## Choosing an algorithm for the atomic axial tensor

### One quantity, several ways to bracket it

Let $|0\rangle$ be a nondegenerate closed-shell electronic ground state of $H(\mathbf R,\mathbf B)=H_0(\mathbf R)-\hat{\mathbf m}\cdot\mathbf B+O(B^2)$. At $B=0$ it can be chosen real. The orbital moment $\hat{\mathbf m}$ is Hermitian and purely imaginary, so $\langle0|\hat{\mathbf m}|0\rangle=0$ at every geometry, and the Born–Oppenheimer electronic contribution to a vibrational magnetic transition moment vanishes.

Let the nuclear coordinate $R_\alpha$ move with velocity $V_\alpha$, and write $\Psi=e^{-i\int E_0dt/\hbar}\,(|0\rangle+\sum_{n\ne0}c_n|n\rangle)$. Projecting $i\hbar\,\partial_t\Psi=H_0\Psi$ on $\langle n|$, to first order in $V$ and without $\dot c_n$, gives $i\hbar V_\alpha\langle n|\partial_\alpha0\rangle=\Delta_nc_n$ with $\Delta_n=E_n-E_0$. Let $A=H_0-E_0$ act on the space orthogonal to $|0\rangle$, and define $h_\alpha=(\partial_\alpha H_0)|0\rangle$ and $b_\beta=\hat m_\beta|0\rangle$, both projected on that space. The three first-order functions are

$$a_\alpha=\partial_\alpha|0\rangle=-A^{-1}h_\alpha,\qquad \Psi_{V_\alpha}=i\hbar A^{-1}a_\alpha,\qquad \Psi_{B_\beta}=A^{-1}b_\beta .$$

Magnetic-field perturbation theory (MFP, Stephens 1985) defines $I_{\alpha\beta}=\langle a_\alpha|\Psi_{B_\beta}\rangle$, which is imaginary because $a$ is real and $b$ imaginary. Nuclear-velocity perturbation theory (NVPT, after Nafie 1983) evaluates the induced moment,

$$\frac{\partial m_\beta}{\partial V_\alpha}=2\,\mathrm{Re}\langle b_\beta|\Psi_{V_\alpha}\rangle=2\,\mathrm{Re}\,(i\hbar I_{\alpha\beta}^*)=2\hbar\,\mathrm{Im}\,I_{\alpha\beta}.$$

The two theories therefore give the same tensor. A nucleus of charge $Ze$ at $\mathbf R$ adds $\tfrac12Ze\,\mathbf R\times\mathbf V$, so the full atomic axial tensor $M=(i/2\hbar)\,\partial m/\partial V$ is, in SI units,

$$M_{\alpha\beta}=I_{\alpha\beta}+\frac{iZe}{4\hbar}\,\varepsilon_{\alpha\beta\gamma}R_\gamma .$$

Contract $M$ and the polar tensor $P_{\alpha\beta}=\partial\mu_\beta/\partial R_\alpha$ with the Cartesian displacements per unit mass-weighted normal coordinate $Q_k$. With $\langle0|Q_k|1\rangle=\sqrt{\hbar/2\omega}$, $\langle1|\dot Q_k|0\rangle=i\sqrt{\hbar\omega/2}$ and $\partial\mathbf m/\partial\dot Q_k=-2i\hbar\mathbf M_k$, the rotational strength of the fundamental is

$$R_k=\mathrm{Im}\,[\langle0|\boldsymbol\mu|1\rangle\cdot\langle1|\mathbf m|0\rangle]=\hbar^2\,\mathrm{Im}\,(\mathbf P_k\cdot\mathbf M_k).$$

Keeping $\dot c_n$ for motion at frequency $\omega$ replaces $1/\Delta_n$ in $\Psi_V$ by $\Delta_n/(\Delta_n^2-\hbar^2\omega^2)$, a relative change of about $(\hbar\omega/\Delta_n)^2$ that both theories omit.

In Kohn–Sham theory $I=-\langle h|A_+^{-1}A_-^{-1}|b\rangle$, summed over occupied spin orbitals. The real perturbation changes the density, so $A_+$ contains the Hartree and exchange-correlation kernel and its solve is coupled. Imaginary perturbations leave the density unchanged, and for a semilocal functional $A_-$ is uncoupled. Nonlocal pseudopotentials modify the right-hand sides and leave the number of solves alone.

The product can be bracketed in three ways. For $P$ nuclear directions and $F$ magnetic sources, NVPT applies both inverses to $h$ ($2P$ solves), MFP applies one to each side ($P+F$), and the field-side order applies both to $b$ ($2F$). If each inverse is replaced by a fixed polynomial in its operator, all three orders return the same number at every iteration count, so the order is a pure question of cost. Conjugate gradients adapt the polynomial to the source, and the orders then differ within the tolerance.

2-Butanol, C$_4$H$_{10}$O, has 15 atoms. In a periodic liquid the moment is resolved by molecule, with localized orbitals and one gauge origin per molecule, which takes three sources per molecule. A dynamics snapshot needs only the single direction $\mathbf V(t)$.

| task | $P$ | $F$ | NVPT | MFP | field side |
|---|---|---|---|---|---|
| full tensor, one molecule | 45 | 3 | 90 | 48 | 6 |
| snapshot, assumed cell of 16 molecules | 1 | 48 | 2 | 49 | 96 |

The MFP count is the mean of the other two, so it never wins from scratch, and a higher price for coupled solves leaves the winner unchanged. When the $a_\alpha$ are left over from an analytic Hessian, MFP adds 3 solves where NVPT adds 45. For dynamics the order is NVPT, and the open choice is how to evaluate it.

### Three algorithms

Let $D$ be the basis size, $n_o$ the number of occupied orbitals and a block a set of $n_o$ vectors of length $D$. Work is counted in multiply-adds.

**A. Two iterative solves.** If the spectrum of $A$ lies in $[\lambda_1,\lambda_2]$, then $k$ steps of Chebyshev iteration multiply $1/\lambda$ by $1-r_k(\lambda)$, where

$$r_k(\lambda)=\frac{T_k\!\big(\tfrac{\lambda_2+\lambda_1-2\lambda}{\lambda_2-\lambda_1}\big)}{\cosh k\theta},\qquad e^{-\theta}=\frac{\sqrt\kappa-1}{\sqrt\kappa+1},\qquad\kappa=\frac{\lambda_2}{\lambda_1}.$$

Since $|T_k|\le1$ on the interval, $|r_k|\le1/\cosh k\theta\approx2e^{-k\theta}$, and with $\theta\approx2/\sqrt\kappa$ a tolerance $\zeta$ needs $k\approx\tfrac12\sqrt\kappa\ln(2/\zeta)$. The bound is relative to $\sum_n|a_nb_n|/\Delta_n$, which exceeds $|I|$ when terms cancel. One iteration costs $w=n_o(W_H+2n_oD)$, with $W_H$ the application of the Hamiltonian to one orbital and $2n_o^2D$ the projection off the occupied space. The work is $2kw$. The memory is 5 blocks (two iterates, the source, a product and $b$), whatever the accuracy.

**B. Truncated sum over states.** $I\approx-\sum_{n\le K}h_nb_n/\Delta_n^2$ needs no solve, but it needs $K$ orthonormal eigenvectors. One Gram matrix and one triangular transformation cost $K^2D/2$ each and the contractions $2KD$, so $W_B\ge(K^2+2K)D$ even if every Hamiltonian application were free. The memory is $K+2$ vectors. The deviation is the weight above an energy $E_K$, and the number of states below $E_K$ is proportional to the volume. At fixed accuracy $K\propto D$.

**C. Difference along the trajectory, then one solve.** Velocity Verlet obeys $\mathbf R(t+\tau)-\mathbf R(t-\tau)=2\tau\mathbf V(t)$ exactly, so the ground states of neighbouring Born–Oppenheimer steps give $\mathbf V\cdot a\approx[\psi(t+\tau)-\psi(t-\tau)]/2\tau$ once the orbitals are aligned by a unitary rotation, at about the price of one projection. The coupled solve disappears. With $s=V\tau$, the truncation is $O(s^2)$, and ground states converged to a norm error $\nu$ put up to $\nu/s$ into $a$. Lowering $\nu$ takes $j$ extra ground-state iterations on each of two steps, so the work is $(k+2j)w$ and the memory 7 blocks.

### A solvable model

One electron moves on a ring of radius $r_0$ with $L$ fixed grid points of spacing $d$, and $\mathbf B$ lies along the axis, with the gauge origin at the centre. Energies are in units of $t=\hbar^2/2m_ed^2$ and lengths in units of $d$:

$$(H\psi)_j=2\psi_j-\psi_{j+1}-\psi_{j-1}-U\delta_{j0}\psi_j-gu\,(\delta_{j,1}-\delta_{j,-1})\psi_j,\qquad g=U/2 .$$

The last term is the central-difference shift of the well when its nucleus moves by $u$ along the ring. At $u=0$ on a large ring $\psi_j=\psi_0x^{|j|}$, with $U=1/x-x$, $E_0=2-\epsilon$, $\epsilon=x+1/x$ and $\psi_0^2=(1-x^2)/(1+x^2)$.

Both perturbations lead to states odd under $j\to-j$. For $L=2D+2$ these span a chain $e_1,\dots,e_D$, with $e_j=(|j\rangle-|-j\rangle)/\sqrt2$, on which $A$ has diagonal $\epsilon$, off-diagonal $-1$ and eigenvalues $\epsilon-2\cos q_n$, $q_n=n\pi/(D+1)$. The spectrum lies between $\delta=(1-x)^2/x$ and $(1+x)^2/x$, so $\sqrt\kappa=(1+x)/(1-x)$ and $e^{-\theta}=x$.

Substitution shows $(A^{-1}e_1)_j=x^j$. Then $h=-\sqrt2g\psi_0x\,e_1$ and $a=\sqrt2g\psi_0x\,A^{-1}e_1$. The moment is $\hat m=-\tfrac12er_0\hat v$ with $\hat v=(i/\hbar)[H,X]$ and $X$ the arc length, and $([H,X]\psi)_j=\psi_{j-1}-\psi_{j+1}$ gives the vector $\sqrt2U\psi_0A^{-1}e_1$. Because $[H,X]\psi=AX\psi$, the field response is $\Psi_B=-(ier_0/2\hbar)X\psi$, and

$$I=-\frac{ier_0}{4\hbar}f,\qquad f=2\langle a|X\psi\rangle=4g\psi_0^2\sum_{j\ge1}jx^{2j+1}=\frac{2x^2}{1+x^2}.$$

Hence $M=ier_0(Z-f)/4\hbar$, where $f=d\langle X\rangle/du$ is the fraction of an electron carried by the nucleus, tending to 1 in the continuum limit $x\to1$. The model is achiral and tests the convergence of one tensor element.

Take $x=0.8$, $D=100$ and an assumed $d=20$ pm. Then $\epsilon=2.05$, $U=0.45$, $g=0.225$, $\kappa=81$, $f=0.7805$, $t=95.2$ eV and $\delta=0.05\,t=4.76$ eV. These inputs were chosen so that $\delta$ is near 5 eV, a typical semilocal Kohn–Sham gap of a liquid saturated alcohol. Finite-ring corrections are of order $L^2x^L=1.1\times10^{-15}$.

Spectrally $f=4gU\psi_0^2x\,e_1^{\mathsf T}A^{-3}e_1$, with the positive weight $\sin^2q/(\epsilon-2\cos q)^3$ and $\frac2\pi\int_0^\pi$ of it equal to $U^{-3}$. Angle brackets below denote averages over this weight, and deviations are relative to $f$.

**Iterative solves.** Here $r_k=\cos kq/\cosh k\theta$. Use $\sin q/(\epsilon-2\cos q)^3=-\tfrac14\frac{d}{dq}(\epsilon-2\cos q)^{-2}$ to integrate by parts. The remaining integrals are $\frac1\pi\int_0^\pi\cos mq\,(\epsilon-2\cos q)^{-2}dq=x^m(mU+\epsilon)/U^3$, which is $-d/d\epsilon$ of the lattice Green function $x^m/U$. With $\epsilon^2-U^2=4$,

$$C_k=\langle\cos kq\rangle=x^k\left(1+\tfrac14k\epsilon U-\tfrac14k^2U^2\right).$$

One approximate inverse gives $\Delta^{(1)}=-C_k/\cosh k\theta$. Two give the factor $(1-r_k)^2$, so

$$\Delta^{(2)}=-\frac{2C_k}{\cosh k\theta}+\frac{1+C_{2k}}{2\cosh^2k\theta}.$$

Both fall as $k^2x^{2k}$, faster than the bound, because $\cos kq$ averages out against a smooth weight. A step is charged $5D$ ($3D$ for the product, $2D$ for updates).

| $k$ | $W_A/D$ | $\Delta^{(2)}$ | $W_C/D$ at $j=0$ | $\Delta^{(1)}$ | $1/\cosh k\theta$ |
|---|---|---|---|---|---|
| 5 | 50 | $-0.202$ | 25 | $-0.172$ | 0.592 |
| 10 | 100 | 0.0988 | 50 | 0.0400 | 0.212 |
| 15 | 150 | 0.0366 | 75 | 0.0171 | 0.0703 |
| 20 | 200 | $8.04\times10^{-3}$ | 100 | $3.89\times10^{-3}$ | 0.0231 |
| 25 | 250 | $1.45\times10^{-3}$ | 125 | $7.10\times10^{-4}$ | $7.56\times10^{-3}$ |
| 30 | 300 | $2.34\times10^{-4}$ | 150 | $1.15\times10^{-4}$ | $2.48\times10^{-3}$ |
| 40 | 400 | $5.04\times10^{-6}$ | 200 | $2.50\times10^{-6}$ | $2.66\times10^{-4}$ |

**Sum over states.** The deviation is minus the weight of the states $n>K$. In the large-$D$ limit, with $Q=(K+\tfrac12)\pi/(D+1)$ and $\Lambda=\epsilon-2\cos Q$, the same integration by parts gives the weight

$$\frac2\pi\left[\arctan\frac{\cot(Q/2)}{\sqrt\kappa}-\frac{\epsilon U\sin Q}{4\Lambda}+\frac{U^3\sin Q}{4\Lambda^2}\right]\approx\frac{2U^3}{3\pi Q^3},$$

where the last form holds for $\sqrt\delta\ll Q\ll1$. The fall is algebraic, as $K^{-3}$, while the work rises as $K^2$. The discrete sums are:

| $K$ | lower bound on $W_B/D$ | deviation |
|---|---|---|
| 10 | 120 | $-0.267$ |
| 20 | 440 | $-0.0534$ |
| 40 | 1680 | $-5.8\times10^{-3}$ |
| 60 | 3720 | $-8.9\times10^{-4}$ |

**Difference.** At finite $\lambda=gu$ the bound state decays with a factor $y$. The equations at $j=\pm1$ give $\psi_{\pm1}=\psi_0y/(1\mp\lambda y)$, and the one at $j=0$ gives $y+1/y-U=2y/(1-\lambda^2y^2)$, so $y=x-2x^5\lambda^2/(1+x^2)+O(\lambda^4)$. The norm requires $\psi_0(\lambda)^{-2}=1+2y^2(1+\lambda^2y^2)/[(1-y^2)(1-\lambda^2y^2)^2]$. Contracting $[\psi(s)-\psi(-s)]/2s$ with $2X\psi$ yields $4g\psi_0(0)\psi_0(\lambda)xy^2/[(1-xy)^2(1-\lambda^2y^2)]$ at $\lambda=gs$. Its logarithm, expanded to second order, gives a relative deviation $\gamma g^2s^2$ with

$$\gamma=x^2-\frac{3x^4}{1+x^2}-\frac{4x^4}{(1+x^2)^2(1-x^2)}=-1.801,\qquad\gamma g^2=-0.0912 .$$

A further $O(\tau^2)$ term, from $\partial_u^2\psi$ times velocity times acceleration, vanishes here by parity. It is present in general, as are terms from higher derivatives of the nuclear potential. For the noise, $\|X\psi\|=\sqrt2x/(1-x^2)$, and the Cauchy–Schwarz inequality bounds the relative deviation by $2\|X\psi\|\nu/fs=8.05\,\nu/s$.

For assumed values of 300 K, a hydrogen mass of 1.008 u and $\tau=0.5$ fs, $\sqrt{k_BT/m_H}\,\tau=0.79$ pm, so set $s=0.04$. Assume $\nu=10^{-5}x^j$, with the ground-state iteration converging at the rate $x$ and charged $5D$. Adding magnitudes,

$$|\Delta_C|\le|\Delta^{(1)}|+1.46\times10^{-4}+2.01\times10^{-3}x^j ,$$

up to products of these terms. The floor at $j=0$ is $2.16\times10^{-3}$. Differencing over two steps each way halves the noise and quadruples the truncation, but it loses the exact identity: $\mathbf R(t+2\tau)-\mathbf R(t-2\tau)=2\tau[\mathbf V(t+\tau)+\mathbf V(t-\tau)]$, which for a harmonic mode of frequency $\omega$ is $4\tau\mathbf V(t)(1-\omega^2\tau^2/2)$. The extra relative deviation $(\omega\tau)^2/2$ is $5.1\times10^{-2}$ for a typical hydrogen-bonded O–H stretch at 3400 cm$^{-1}$ and $8.7\times10^{-3}$ for a typical bend at 1400 cm$^{-1}$, both above the one-step floor. The tables keep one step each way, $s=0.04$.

### Cheapest choice for a stated accuracy

$\Delta^{(1)}$ and $\Delta^{(2)}$ change sign at small $k$, so a setting is accepted only if the target also holds for all larger $k$. Both solves of A have equal length. The entries for B follow from the tabulated $K$ that still miss the target.

| target | A: $k$, $W/D$, deviation | C: $(k,j)$, $W/D$, bound | B: $W/D$ | choice |
|---|---|---|---|---|
| $5\times10^{-2}$ | 14, 140, 0.048 | (7, 0), 35, 0.042 | $>440$ | C |
| $10^{-2}$ | 20, 200, $8.0\times10^{-3}$ | (18, 0), 90, $9.5\times10^{-3}$ | $>440$ | C |
| $10^{-3}$ | 27, 270, $7.1\times10^{-4}$ | (29, 5), 195, $9.7\times10^{-4}$ | $>1680$ | C |
| $10^{-4}$ | 33, 330, $7.6\times10^{-5}$ | out of reach | $>3720$ | A |

The first bound for C is its largest value for $k\ge7$, reached at $k=10$. The cost ratio $W_A/W_C$ falls from 4.0 through 2.2 to 1.4. The last margin rests on the assumed $\nu$, and each factor $1/x$ in the starting noise costs C another $10D$. At $10^{-4}$ the truncation excludes C. The four-point stencil $[8(\psi_{+1}-\psi_{-1})-(\psi_{+2}-\psi_{-2})]/12\tau$ on trajectory steps removes the $\gamma g^2s^2$ term, but for a harmonic mode it returns $\mathbf V\cdot a\,(1+\omega^2\tau^2/6)$, a deviation of $1.7\times10^{-2}$ at 3400 cm$^{-1}$ and $2.9\times10^{-3}$ at 1400 cm$^{-1}$. Avoiding this takes four extra ground states at geometries displaced by $\pm s$ and $\pm2s$ along $\mathbf V(t)$. Even if these started at the assumed $\nu$, their noise $1.5\,\nu/s$ would force $j\ge16$ and $320D$ before the solve begins.

A weight with sharp structure loses the averaging of $\cos kq$, and only the bound remains. The $10^{-2}$ target then takes $k=27$ for A ($270D$) and $k=25$ for C ($125D$), with the same ranking.

### Best choice inside a budget

| budget $W/D$ | A | C, best $(k,j)$ | B at best | choice |
|---|---|---|---|---|
| 100 | 0.0988 | (20, 0): $6.05\times10^{-3}$ | $K=9$: $>0.267$ | C |
| 200 | $8.04\times10^{-3}$ | (28, 6): $9.1\times10^{-4}$ | $K=13$: $>0.0534$ | C |
| 300 | $2.34\times10^{-4}$ | (34, 13): $2.8\times10^{-4}$ | $K=16$: $>0.0534$ | A, narrowly |
| 400 | $5.04\times10^{-6}$ | $>1.46\times10^{-4}$ | $K=19$: $>0.0534$ | A |

A memory budget of 10 vectors admits A and C at any accuracy they can reach and limits B to $K=8$.

### Transfer to liquid 2-butanol

Assumed inputs are 16 molecules, a molar mass of 74.12 g/mol, a density of 810 kg m$^{-3}$, a wavefunction cutoff $G_{\max}^2=70\,a_0^{-2}$, $\Gamma$-point sampling and 8-byte numbers. The volume is $\Omega=2.43$ nm$^3$. With 32 valence electrons per molecule, $n_o=256$. The basis holds $D=\Omega G_{\max}^3/6\pi^2=1.62\times10^5$ real coefficients, and a block takes 0.33 GB. A grid that resolves $2G_{\max}$ has $N_g=(2G_{\max}/\pi)^3\Omega=2.48\times10^6$ points. A complex transform is charged $\tfrac52N_g\log_2N_g$. Two transforms are needed per application and two real orbitals share each, so $W_H=1.3\times10^8$. An iteration costs $3.4\times10^{10}$ for transforms and $2.1\times10^{10}$ for projection, $w=5.5\times10^{10}$, without pseudopotential projectors and the response kernel.

Two solves of 20 steps cost $40w$. Orthonormalization alone, $K^2D$, reaches this at $K=3.7\times10^3$ empty orbitals, or 14 blocks, and each application of the Hamiltonian to that set adds about $9w$. An iterative eigensolver needs many such sweeps, and the coupled response must still be iterated within the truncated basis. The iteration counts are the model's. A kinetic-energy preconditioner lowers $\kappa$ and shortens A and C together, and a three-dimensional spectrum changes the exponent of the tail in B.

The omitted term $(\hbar\omega/\Delta_n)^2$ sets a limit on useful accuracy. At $\Delta_n=\delta$, its largest value in the model, it is $7.8\times10^{-3}$ for a typical hydrogen-bonded O–H stretch at 3400 cm$^{-1}$ and $1.3\times10^{-3}$ for a typical bend at 1400 cm$^{-1}$. Numerical targets below about $10^{-3}$ refine a quantity whose defining approximation can be as large. For snapshots of the liquid the model therefore selects the NVPT order with differenced ground states and one uncoupled solve, 18 steps for one per cent in the tensor element. Two solves are the choice when the ground states are noisier than assumed or a reference value to $10^{-4}$ is wanted. Where $\mathbf P_k$ and $\mathrm{Im}\,\mathbf M_k$ are nearly perpendicular, the relative deviation of $R_k$ can exceed that of the tensor by the inverse cosine of their angle, and the target must be tightened by that factor.